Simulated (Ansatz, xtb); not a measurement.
**Relative energy of two isomers of CH7GeNOSi**

Structure I is `[NH2][GeH2][SiH2]C=O`, a singlet and structure II is `N[Si@@H]([GeH3])C=O`, a singlet. Both are isolated molecules in the gas phase, relaxed with PBE0-D3(BJ)/def2-SVP; each stands in its lowest conformer found.

Quicker runs give these differences E(II) − E(I): GFN2-xTB −6.7 kcal/mol; HF/STO-3G −3.4 kcal/mol (at GFN2-xTB geometries); r2SCAN-D4/def2-SVP −8.8 kcal/mol (at GFN2-xTB geometries).

Question: Estimate E(II) − E(I) at the level CCSD(T)/def2-SVP + ΔMP2/def2-TZVPP.

Answer: Calculated at CCSD(T)/def2-SVP + ΔMP2/def2-TZVPP: E(II) − E(I) = −10.3 kcal/mol, so structure II lies lower.

How the difference moves with the method:

| level | geometry | E(II) − E(I) (kcal/mol) | departure from the last row (kcal/mol) | job, with rough time for the two |
| --- | --- | --- | --- | --- |
| GFN2-xTB | GFN2-xTB | −6.7 | +3.6 | optimisation, 0.47 s |
| HF/STO-3G | GFN2-xTB | −3.4 | +7.0 | single point, 0.44 s |
| r2SCAN-D4/def2-SVP | GFN2-xTB | −8.8 | +1.5 | single point, 2.6 s |
| PBE0-D3(BJ)/def2-SVP | PBE0-D3(BJ)/def2-SVP | −9.5 | +0.9 | optimisation, 65 s |
| HF/def2-SVP | PBE0-D3(BJ)/def2-SVP | −10.6 | −0.3 | part of the CCSD(T) run |
| MP2/def2-SVP | PBE0-D3(BJ)/def2-SVP | −8.8 | +1.5 | part of the CCSD(T) run |
| CCSD(T)/def2-SVP | PBE0-D3(BJ)/def2-SVP | −8.4 | +1.9 | single point |
| CCSD(T)/def2-SVP + ΔMP2/def2-TZVPP | PBE0-D3(BJ)/def2-SVP | −10.3 |  | single point, 32 s |

As drawn, II has 1 N–Si, 1 Ge–H in place of 1 Ge–N, 1 Si–H.

The levels shown agree on the order. The largest departure from CCSD(T)/def2-SVP + ΔMP2/def2-TZVPP is that of HF/STO-3G, 7.0 kcal/mol. The last row adds to CCSD(T) the change of the MP2 difference between the two basis sets, here −1.9 kcal/mol.

With thermal terms from frequencies at re-optimised GFN2-xTB minima (ideal gas, soft modes damped towards free rotors, one conformer each, 298.15 K, 1 atm): on the last row, ΔE + ΔZPE = −9.9, ΔH = −9.8, ΔG = −10.1 kcal/mol.

The correlated steps freeze 17 core orbitals; the filled d shell of Ge is correlated, in a basis made for valence electrons. Mirror images aren't counted in ΔG. Run with Ansatz 0.2.0, xtb 6.7.1; the last row on 2 threads of Intel(R) Xeon(R) 6975P-C (Granite Rapids) on a shared host.

Structure II is favoured by 10.3 kcal/mol, essentially because the amino group sits on silicon rather than germanium. The Ge–Si and Si–C links are common to both isomers, so the exchange sets a gain of Si–N over Ge–N bonding against the loss of an Si–H bond for a weaker Ge–H one. The gain wins: silicon is less electronegative than germanium, whose filled d shell screens the nucleus poorly, and it forms a shorter, more polar and stronger bond to nitrogen.

The close agreement of HF/def2-SVP with the final value is largely a cancellation, since correlation reduces the preference in the small basis and the larger basis restores most of it. The weak preference in HF/STO-3G probably reflects a minimal basis too rigid to describe the polar Si–N bond. Thermal terms barely matter, as expected for isomers with such similar bonds. The total difference doesn't separate the intrinsic Si–N preference from interactions between the amino and formyl groups, which share one silicon only in II.
